## Solution 1. Conventions and dimensional analysis

The gas is uniform and has $\nu$ equally populated flavours of mass $m$, each with density $n_s=k_F^3/6\pi^2$, so $n=\nu n_s$ and $E_F=\hbar^2k_F^2/2m$. One scattering length $a$ holds for all unlike pairs. Define $g=4\pi\hbar^2a/m$, the density of states per flavour $N_s=mk_F/2\pi^2\hbar^2$, and

$$x=k_Fa,\qquad u=gN_s=\frac{2x}{\pi},\qquad \delta=\frac{k-k_F}{k_F}.$$

For a contact interaction at $T=0$, $E_F$ and $\hbar^2/ma^2$ are the only intrinsic energies, to all orders for $\nu=2$ and through order $x^3$ for $\nu\ge3$, so $\Sigma=E_F\,\Phi(k/k_F,\hbar\omega/E_F;x,\nu)$. Temperature, effective range $r_e$ and p-wave volume $v_p$ add $T/T_F$, $k_Fr_e$ and $k_F^3v_p$. For $\nu\ge3$ three unlike flavours can meet at a point, and from order $x^4$ on the theory needs an independent three-body parameter. Written as a wave vector $\Lambda$, it adds the argument $k_F/\Lambda$. Like flavours have no s-wave scattering, so a particle has $\nu-1$ kinds of partner. At order $x^2$ the ladder diagram is the only one, and every term through $x^2$ is $(\nu-1)$ times the two-component result of Galitskii (1958).

## Solution 2. Mass and chemical potential

Expand the in-medium T-matrix to second order and trade the bare coupling for $g$, which subtracts the vacuum ladder. The Pauli factor becomes $(1-n_{k'})(1-n_{p'})-1$. With $D=\epsilon_k+\epsilon_p-\epsilon_{k'}-\epsilon_{p'}$ and $\mathbf k+\mathbf p=\mathbf k'+\mathbf p'$, the term with four occupations is odd under exchange of initial and final states and cancels. With $\int_k=\int d^3k/(2\pi)^3$,

$$\frac{E_{\rm int}}{V}=\sum_{\alpha\ne\beta}\Big[\frac g2\int_{kp}n_{k\alpha}n_{p\beta}-g^2\,\mathrm P\!\!\int_{kpk'}\frac{n_{k\alpha}n_{p\beta}n_{k'\alpha}}{D}\Big].$$

The first derivative with respect to an occupation is the on-shell $\mathrm{Re}\,\Sigma$, the second is the Landau function. For two Fermi-surface momenta at angle $\theta$, with $s=\sin(\theta/2)$ and $\ell=\ln\frac{1+s}{1-s}$,

$$f_{\alpha\alpha}=(\nu-1)\,g\,uL,\qquad f_{\alpha\beta}=g\,[1+u(L+C)],$$
$$L=\frac12+\frac{1-s^2}{4s}\ell,\qquad C=1-\frac s2\,\ell .$$

$L$ is the static particle-hole bubble at $q=2k_Fs$, from varying a primed and an unprimed occupation. $C$ is the pair bubble at relative wave vector $k_Fs$, from varying both unprimed ones. The flavour sum is $N_s\sum_\beta f_{\alpha\beta}=(\nu-1)[u+u^2(2L+C)]$. With $\langle\cdot\rangle=\int_0^1 2s\,ds$ and $\cos\theta=1-2s^2$,

$$\langle 2L+C\rangle=\frac{4+2\ln2}{3},\qquad\langle(2L+C)\cos\theta\rangle=\frac{14\ln2-2}{15}.$$

Galilean invariance equates $m^*/m-1$ with the $\cos\theta$ average of the flavour sum:

$$\boxed{\frac{m^*}{m}=1+(\nu-1)\frac{8(7\ln2-1)}{15\pi^2}x^2}\qquad(\text{coefficient }0.2082).$$

The compressibility is $n\,d\mu/dn=\tfrac23E_F(1+F_0)\,m/m^*$, where $F_0$ is the plain average. Its $x^2$ part is the difference of the two averages, $(\nu-1)u^2(22-4\ln2)/15$. A term $E_Fx^j$ scales as $n^{(2+j)/3}$, so integration multiplies it by $2/(2+j)$:

$$\boxed{\frac{\mu}{E_F}=1+(\nu-1)\Big[\frac{4x}{3\pi}+\frac{4(11-2\ln2)}{15\pi^2}x^2\Big]}\qquad(0.4244,\ 0.2598).$$

## Solution 3. Damping as a function of $k$

Set $\hbar=m=k_F=1$, so $E_F=\tfrac12$. The decay rate is $1/\tau=2|\mathrm{Im}\,\Sigma|$, since the residue departs from 1 only at order $x^2$. A partner Fermi sea absorbs $(q,\omega)$ with weight $\min(2\omega,1-y^2)/8\pi^2q$ for $|y|<1$, where $y=q/2-\omega/q$. The golden rule gives

$$\frac{|\mathrm{Im}\,\Sigma|}{E_F}=\frac{(\nu-1)x^2}{\pi k}\int_0^{|k^2-1|/2}\!d\omega\int dq\,\min(2\omega,1-y^2).$$

Since $dq=(1+y/\sqrt{y^2+2\omega})\,dy$, the odd part drops on symmetric $y$ ranges.

*Particles.* The condition $\omega/q+q/2<k$ holds throughout $|y|<1$. The $q$ integral is $\tfrac43[1-(1-2\omega)_+^{3/2}]$, where $(\cdot)_+$ is the positive part, and

$$\frac{|\mathrm{Im}\,\Sigma|}{E_F}=(\nu-1)\frac{2x^2}{3\pi}\Big[k-\frac{7}{5k}+\frac{2(2-k^2)_+^{5/2}}{5k}\Big].$$

*Holes.* Here $|y|<k$ and the minimum is $2\omega$, which gives $(\nu-1)x^2(1-k^2)^2/2\pi$.

*Small $|\delta|$.*
$$\boxed{|\mathrm{Im}\,\Sigma|=(\nu-1)\frac2\pi x^2E_F\,\delta^2}$$
The leading correction factor is $1-\delta/3$ for particles and $1+\delta$ for holes.

*Large $k$.* The leading term is $\tfrac12(\nu-1)n_s\sigma v$ with $\sigma=4\pi a^2$ and $v=k$, corrected by $1-7/5k^2$.

*Crossovers.* The bracket changes form at $k=\sqrt2$, where the quadratic law is 21% too high. The ratio of $|\mathrm{Im}\,\Sigma|$ to $\xi=E_F(k^2-1)$ peaks at $k=1.64$ with the value $0.099(\nu-1)x^2$. Higher ladder rungs give $\sigma=4\pi a^2/(1+k^2x^2/4)$ for a fast particle, so linear growth ends at $k=2/x$ and the contact model then falls as $8(\nu-1)E_F/3\pi k$.

*Temperature.* For $T\ll T_F$, with Bose and Fermi functions $n_B$, $n_F$, the integral $\int_0^\xi\omega\,d\omega$ becomes $\int_{-\infty}^{\infty}\omega\,[n_B(\omega)+n_F(\omega-\xi)]\,d\omega=\tfrac12(\xi^2+\pi^2k_B^2T^2)$. Hence $|\mathrm{Im}\,\Sigma|=(\nu-1)x^2(\xi^2+\pi^2k_B^2T^2)/2\pi E_F$, with crossover at $\xi=\pi k_BT$.

## Solution 4. Scaling in $x$ and $\nu$

*Third order.* An energy term $E/N=bE_Fx^3$ gives $\tfrac83bE_Fx^3$ in $\mu$. The ladder supplies $b\approx0.076(\nu-1)$, an approximate literature value not derived here. The ring of three bubbles lies outside the T-matrix. Density channels, with coupling matrix $g(1-\delta_{\alpha\beta})$, have cubic trace $\nu(\nu-1)(\nu-2)g^3$. The $\nu(\nu-1)$ flavour-flip channels have coupling $-g$. The sum is $\nu(\nu-1)(\nu-3)g^3$. The cubic term of $\tfrac12\mathrm{Tr}\ln(1+gN_sL)$, integrated over $d^3q\,d\omega/(2\pi)^4$ at imaginary frequency, gives

$$b_{\rm ring}=(\nu-1)(\nu-3)\frac{128}{\pi^4}\int_0^\infty\!dz\,z^3\!\int_0^\infty\!dw\,L^3=0.0574\,(\nu-1)(\nu-3),$$
$$L(z,w)=\frac1{4z}\int_0^1p\,\ln\frac{(z+p)^2+w^2}{(z-p)^2+w^2}\,dp,$$

with $z=q/2k_F$, $w=\omega/qv_F$ and $v_F=\hbar k_F/m$.

*Three-body term.* For $\nu\ge3$, order $x^4$ contains $E/N=(\nu-1)(\nu-2)\,c_4E_Fx^4\ln(k_F/\Lambda)$ with $c_4=16(4\pi-3\sqrt3)/27\pi^3=0.1409$, a literature result not derived here. The three-body coupling fixes $\Lambda$, and $a$ does not. In $\mu/E_F$ the term is $(\nu-1)(\nu-2)\,c_4x^4[3\ln(k_F/\Lambda)+\tfrac13]$.

*Large $\nu$.* At fixed $\lambda=(\nu-1)u$ the terms of $\mu/E_F$ scale as $\lambda$ (first order), $\lambda^2/\nu$ (second), $\lambda^3/\nu$ (ring) and $\lambda^3/\nu^2$ (third rung). For $\lambda\sim1$ the rings need summing and the higher rungs do not. The second-order term in $\mu$ reaches the first at $x=1.63$ for any $\nu$, but for $\nu=6$ the third order already reaches the second at $x=0.39$.

*Fixed total density.* Then $x\propto\nu^{-1/3}$ and $m^*/m-1\propto(\nu-1)\nu^{-2/3}$. Going from two to six flavours gains a factor 2.40, against 5 at fixed $n_s$. The mean-field shift $gn(\nu-1)/\nu$ saturates.

*Large $|x|$.* The series fails. If $a$ drops out, dimensional analysis for $\nu=2$ leaves $\mu\propto E_F$ with a constant that the expansion cannot supply. For $\nu\ge3$ with a common resonant $a$, the Efimov effect leaves a three-body scale $\kappa_*$, and $\mu/E_F$ remains a function of $k_F/\kappa_*$. For $a<0$ the logarithm of $C$ at $s\to1$ sums to the Cooper pole at a scale $E_Fe^{-\pi/2|x|}$.

*Range and p wave.* With $k\cot\delta_0=-1/a+r_ek^2/2$ and $\tan\delta_1=-v_pk^3$, the first-order factor $(\nu-1)a$ gains $B\kappa^2$, where $B=(\nu-1)a^2r_e/2+3(\nu+1)v_p$ and $\kappa$ is the relative wave vector, $\langle\kappa^2\rangle=\tfrac3{10}k_F^2$. As $E/N=(\nu-1)(2x/3\pi)E_F$ at first order, $\delta\mu/E_F=8k_F^3B/15\pi$. The $k^2/4$ part of $\kappa^2$ gives $\delta(m/m^*)=2\pi n_sB$.

## Solution 5. Numbers for six-component $^{173}$Yb

Inputs, all typical or assumed: $m=172.938$ u, $a=10.55$ nm, $n_s=3\times10^{13}$ cm$^{-3}$, $T=0.2\,T_F$, and, as orders of magnitude only, $r_e=6$ nm and $|v_p|=200$ nm$^3$. The density was chosen to give a Fermi temperature typical of such trapped gases. Then $k_F=12.11\ \mu$m$^{-1}$, $x=0.1278$, and $E_F=k_B\times206$ nK $=h\times4.29$ kHz. The two columns share $n_s$.

| quantity at $T=0$ | $\nu=2$ | $\nu=6$ |
|---|---|---|
| $\lambda$ | 0.0814 | 0.407 |
| $\mu/E_F$, order $x$ | 0.0542 | 0.271 |
| $\mu/E_F$, order $x^2$ | 0.0042 | 0.0212 |
| $\mu/E_F$, ladder $x^3$ | 0.0004 | 0.0021 |
| $\mu/E_F$, ring $x^3$ | $-0.0003$ | 0.0048 |
| $m^*/m-1$, order $x^2$ | 0.0034 | 0.0170 |
| $10^4\lvert\mathrm{Im}\,\Sigma\rvert/E_F$ at $\delta=0.1$ | 1.0 | 5.0 |

**Chemical potential.** For $\nu=6$, second order gives $\mu=1.29\,E_F=k_B\times266$ nK, and the $x^3$ terms raise it to $1.30\,E_F$. They amount to 33% of the $x^2$ term, and the ring exceeds the third rung. The next ring, estimated as $\lambda$ times the third-order one, is about 0.002. Range and p wave contribute 0.0005 and 0.001 in magnitude. The three-body term, with $\Lambda=1/a$ assumed, is $-0.004$, comparable to the $x^3$ ring, and a factor $e$ in the unknown $\Lambda$ moves it by 0.002. The other $x^4$ terms are not evaluated. The second decimal is therefore uncertain by about one unit, and the model gives $\mu\approx1.3\,E_F$. The ideal-gas thermal shift $-\tfrac{\pi^2}{12}(T/T_F)^2=-0.033$ outweighs the $x^2$ term; the two are equal in size at $T=0.16\,T_F$.

**Mass and damping.** These start at $x^2$, so ring screening acts on the leading term. Summing static density bubbles with $L=1$, their largest value, the interflavour amplitude is

$$\frac{A}{g}=\frac1\nu\Big[\frac{\nu-1}{1+\lambda}+\frac1{1-u}\Big]=0.77,\qquad\frac{A^2}{g^2}=0.60 .$$

This estimate omits the order-$u$ terms in $L$ and $C$ of $f_{\alpha\beta}$, which carry no factor of $\nu$, but it shows that the second-order values for $\nu=6$ hold only to some tens of per cent. The mass enhancement is therefore one to two per cent. Range and p wave move $m/m^*$ by 0.0003 and 0.0008 in magnitude.

At $T=0$ and $\delta=0.1$, second order gives $\tau=37$ ms, and division by 0.60 gives about 60 ms. The largest damping-to-energy ratio is 0.008, so particles outside the thermal layer are sharp at every $k$. The unitarity crossover lies at $k\approx16\,k_F$, where the relative wave vector is $1/a$ and the range term $r_e/2a=0.28$ is no longer small.

At $T=0.2\,T_F$ the thermal crossover is $\xi=0.63\,E_F$, or $\delta=0.28$, where the quadratic law has already acquired corrections. The $\delta^2$ regime is thus masked by a floor of $0.005\,E_F$ at the Fermi surface, which corresponds to $\tau\approx4$ ms. Since $(\pi T/T_F)^2=0.39$ is not small, one figure is all that this value carries. These numbers belong to the uniform model with the assumed inputs. In a trap, $x$ and $E_F$ fall with the local density from the centre outwards.